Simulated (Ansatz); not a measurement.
# Current through W(110) and Pt(111) vacuum junctions under bias up to 2 V, PBE with self-consistent Landauer transport

We calculate the ballistic current between two identical metal faces across vacuum, for W(110) at a gap of 6 Å and Pt(111) at 4.25 Å, both measured between the outermost atomic planes, with the density solved self-consistently at each bias. The question is how far the current stays proportional to the bias, and what bends it when it does not. This matters for tunnelling microscopes and nanogap devices, where a conductance found at small bias is often carried over to volts. The yardstick is each junction's own current over voltage at 0.3 V, so a nonlinearity of 1 means ohmic behaviour relative to that point, not relative to zero bias. The two junctions differ in gap as well as in metal, and their contrast is therefore not one of metal alone.

## Method

Two unrelaxed crystal faces face each other across vacuum, atoms on bulk sites. Each electrode is a film with vacuum behind it; a period of its inner layers serves as the bulk lead, and the reservoirs begin within the films. Gaps are named with each line. Program: Ansatz 0.2.0, plane waves with PAW, PBE, cutoff 420 eV, no spin polarisation, no spin-orbit coupling, Fermi-Dirac smearing 0.1 eV for the density, 1x1 cells in the plane. Density and current are solved self-consistently between two reservoirs (Landauer, ballistic, leads at 300 K); k meshes in the plane have 7 to 8 divisions for the density and 16 to 18 for the current in the runs under bias, energy steps 0.036 eV. Bulk layers sit at room-temperature lattice constants. Positive bias raises the Fermi level of the lower electrode; both spins are counted. The smallest positive bias is 0.3 V.

- bias (V): applied bias, difference of the reservoirs' Fermi levels.
- junction drop (V): voltage drop across the junction.
- charge moved (1e-3 e): electrons moved from one electrode to the other, per cell.
- mesh check (%): current on every other mesh point against the full mesh, 100 (ratio - 1).
- current density (1e12 A/m²): current density, both spins.
- nonlinearity: current over voltage divided by its value at the smallest bias.

Input lines of one member:

```
kpoints:
  mp_grid: { grid: [7, 7, 1] }
hamiltonian:
  xc: pbe
scf:
  occupations: { method: fermi_dirac, width: 0.1 }
  max_iter: 80
output:
  current_voltage:
    leads: [[4, 6], [15, 17]]
    bias: [0.3, 0.6, 1.0, 1.5, 2.0]
    kmesh: [16, 16]
    de: 0.036
    electrode_ends: [10, 11]
  write_potential: true
  write_density: true
  volumetric_format: npy
  elf: true
```

Command (options for logging and memory left out): `ansatz run input.yaml --threads 4`

## The series

| member | junction | bias (V) | junction drop (V) | charge moved (1e-3 e) | mesh check (%) | current density (1e12 A/m²) | nonlinearity |
| --- | --- | --- | --- | --- | --- | --- | --- |
| 0.3 V | W(110), 6 angstrom | 0.3 | 0.286 | 3.607 | 16.08 | 14.138 | 1.000 |
| 0.6 V | W(110), 6 angstrom | 0.6 | 0.576 | 7.041 | 18.85 | 22.503 | 0.796 |
| 1 V | W(110), 6 angstrom | 1.0 | 0.967 | 12.187 | 16.16 | 25.218 | 0.535 |
| 1.5 V | W(110), 6 angstrom | 1.5 | 1.455 | 18.467 | 4.11 | 30.960 | 0.438 |
| 2 V | W(110), 6 angstrom | 2.0 | 1.931 | 24.461 | 1.58 | 42.434 | 0.450 |
| 0.3 V | Pt(111), 4.25 angstrom | 0.3 | 0.288 | 5.178 | −5.94 | 53.340 | 1.000 |
| 0.6 V | Pt(111), 4.25 angstrom | 0.6 | 0.576 | 10.369 | −3.58 | 106.980 | 1.003 |
| 1 V | Pt(111), 4.25 angstrom | 1.0 | 0.962 | 17.217 | −5.83 | 177.208 | 0.997 |
| 1.5 V | Pt(111), 4.25 angstrom | 1.5 | 1.438 | 24.732 | −1.12 | 266.761 | 1.000 |
| 2 V | Pt(111), 4.25 angstrom | 2.0 | ? | ? | ? | ? | ? |

Cells marked ? are withheld until the estimate has been made.

## What drives the series

The platinum junction is ohmic at the four biases with a shown current: its nonlinearity stays between 0.997 and 1.003 up to 1.5 V. The tungsten junction is not. Its current over voltage falls from 14.138 / 0.3 = 47.1 to 30.960 / 1.5 = 20.6, in 10¹² A/m² per volt, and is 42.434 / 2.0 = 21.2 at 2 V. The zero-bias conductance of tungsten lies higher still, so the bend begins below 0.3 V.

Electrostatics is an unlikely cause of this bend. Between 95 and 97 % of the bias drops across the tungsten junction at each point, and the charge moved per volt is nearly constant, 3.607 / 0.3 = 12.0 against 24.461 / 2.0 = 12.2 (10⁻³ e per cell and volt). The junction charges like a fixed capacitor while its transmission changes.

Tilting of the barrier has the wrong sign for the fall. In a simple tunnelling model it makes the current grow faster than the bias, because electrons near the top of the bias window meet a lower barrier. A likelier cause is resonant tunnelling between surface states or resonances of the two faces. Being identical, the faces have these states at equal energy without bias; a bias shifts them apart, and their contribution drops once the shift exceeds their width. Such states carry current in small regions of in-plane wavevector, which would fit the mesh check of 16 to 19 % up to 1 V and its fall to 1.58 % at 2 V. The current by wavevector is not shown in the table, so this remains a possibility. The mesh error makes the low-bias tungsten currents uncertain, but a loss of more than half in current over voltage is well beyond it.

Between 1.5 and 2 V the tungsten current rises by 42.434 − 30.960 = 11.474, twice the 30.960 − 25.218 = 5.742 gained between 1 and 1.5 V. Barrier tilting and further states entering the bias window both act in this direction.

The absolute currents depend on a barrier that PBE describes without the long-range image potential, and the program warned of a rough exchange-correlation potential in the thin density of both junctions.

## Prediction

Plain estimates from the members shown:

- 2 V (Pt(111), 4.25 angstrom), from its own W(110), 6 angstrom value plus the mean shift Pt(111), 4.25 angstrom − W(110), 6 angstrom over the other 4 members (+127.868, standard deviation 74): 42.434 + 127.868 = 170.302 1e12 A/m²

The plain estimate of 170.302 adds a mean shift between the junctions to the tungsten value. That shift is not constant: it grows from 53.340 − 14.138 = 39.202 at 0.3 V to 266.761 − 30.960 = 235.801 at 1.5 V. The result would also put the platinum current at 2 V below its value at 1.5 V, for which the platinum rows give no sign.

We use the constancy of current over voltage within the platinum junction instead. The four shown values are 53.340 / 0.3 = 177.8, 106.980 / 0.6 = 178.3, 177.208 / 1.0 = 177.2 and 266.761 / 1.5 = 177.8. Their mean is (177.8 + 178.3 + 177.2 + 177.8) / 4 = 177.8, and 177.8 × 2.0 = 355.6. Tried on the 1.5 V member, the mean of the three lower biases gives 177.8 × 1.5 = 266.7, against 266.761 in the table.

Barrier tilting would push the 2 V current above this line, while band edges or detuned surface states would pull it below. Neither leaves a visible mark up to 1.5 V, so we apply no shift.

The close agreement on the shown member would give too narrow an error bar, since the wider bias window brings in new states and the mesh error varies from one bias to the next. We take the standard deviation of the four platinum mesh checks, 2.3 %, as the uncertainty, which is about 8 on 355.6.

**Committed estimate, 2 V (Pt(111), 4.25 angstrom): current density = 356 ± 8 1e12 A/m².**

## Outcome

| member | junction | bias (V) | junction drop (V) | charge moved (1e-3 e) | mesh check (%) | current density (1e12 A/m²) | nonlinearity |
| --- | --- | --- | --- | --- | --- | --- | --- |
| 2 V | Pt(111), 4.25 angstrom | 2.0 | 1.904 | 31.365 | 0.99 | 357.249 | 1.005 |

| member | estimate | current density (1e12 A/m²) | computed | estimate − computed | miss in error bars |
| --- | --- | --- | --- | --- | --- |
| 2 V (Pt(111), 4.25 angstrom) | committed | 356.000 | 357.249 | −1.249 | 0.2 |
| 2 V (Pt(111), 4.25 angstrom) | shift from W(110), 6 angstrom | 170.302 | 357.249 | −186.948 |  |

The estimate of 356 ± 8 lies 1.249 below the computed 357.249 (10¹² A/m²), well inside its error bar. The shift from tungsten missed by 186.948, mainly because it held the shift constant while the difference between the junctions grows with bias.

The constancy of current over voltage held: at 2 V it is 0.5 % above its value at 0.3 V. The platinum mesh checks run from −5.94 to 0.99 %, so this small rise cannot be read as the onset of barrier tilting. Either tilting is weak across this short gap, or a loss of transmission elsewhere in the bias window offsets it.

This constancy holds from 0.3 V upwards, not from zero bias. Before the outcome we called the platinum junction ohmic and mentioned the zero-bias conductance of tungsten only. That of platinum also lies above its current over voltage at 0.3 V, by far less than in tungsten but by more than the spread among the five biases. Carried over to 2 V, it would overestimate the current by more than our error bar of 8. The difference is no larger than the mesh check at 0.3 V, so we cannot tell a real bend at small bias from a mesh error.

The charge moved per volt does change. In units of 10⁻³ e per cell and volt, it is 5.178 / 0.3 = 17.3 at the smallest bias. At the largest bias it is 31.365 / 2.0 = 15.7. A drop of 9 % in charging thus goes with an almost unchanged current per volt. In both junctions, then, the charge on the faces tells little about the shape of the current curve.

## Departures from the trend

The tungsten points at 0.3 and 0.6 V stand out. Their current over voltage is 47.1 and 22.503 / 0.6 = 37.5, against 21.2 at 2 V (10¹² A/m² per volt), so they lie high by factors of 47.1 / 21.2 = 2.2 and 37.5 / 21.2 = 1.8. Mesh errors of the size of the check, 16 to 19 %, are too small to account for this. Surface resonances of the two faces, aligned at zero bias and pulled apart as it grows, would give an excess of this sign.

The tungsten point at 1 V belongs to the flattest part of the series. The current gains only 25.218 − 22.503 = 2.715 from 0.6 V, while 16 % of the current at 1 V is about 4. The slope there is therefore uncertain, although the flattening agrees with a resonant contribution that has stopped growing or begun to fall.

No platinum point from 0.3 to 2 V departs from proportionality to the 0.3 V current by more than the mesh checks allow. The zero-bias conductance lies above this line, and whether that is a departure remains open.

## Rules of thumb and their limits

For the platinum junction, one tabled current between 0.3 and 2 V gives the others to within 1 %. The zero-bias conductance is no substitute, as it overestimates all five by more than that. For tungsten the same step fails: 14.138 × 2.0 / 0.3 = 94.3, against a computed 42.434. A steady current over voltage in one junction is therefore no warrant for another with a different metal and gap.

Since 10¹² A/m² equals 1 µA/nm², the platinum junction carries 357 µA/nm² at 2 V. A surface atom takes up slightly less than 0.07 nm², so the current per atom is somewhat below 357 × 0.07 = 25 µA.

Two omissions outweigh the 0.5 % rise in platinum's current over voltage between 0.3 and 2 V, though they act mainly on the absolute current. The missing image potential would lower the barrier and raise the current, probably by tens of per cent or more. Relaxation of the faces changes the gap, and each 0.1 Å of widening lowers the current by roughly 20 % if the barrier is about 5 eV high.

[On method and selection: A current can be some tens of per cent off through the finite mesh across it; the column on every other mesh point shows how far. Runs whose leads misfit by over 0.1 eV, or whose mesh check is large, are left out. Runs that did not converge, have known faults or may not be shown are not listed, and runs on Ansatz's PAW sets soft_1 and soft_2 are kept to separate tables.]

[Logs are printed without paths, hosts, clocks, repeated set-up lines and the standing remarks that a program may print on its own settings, such as how far it seeks lower states.]
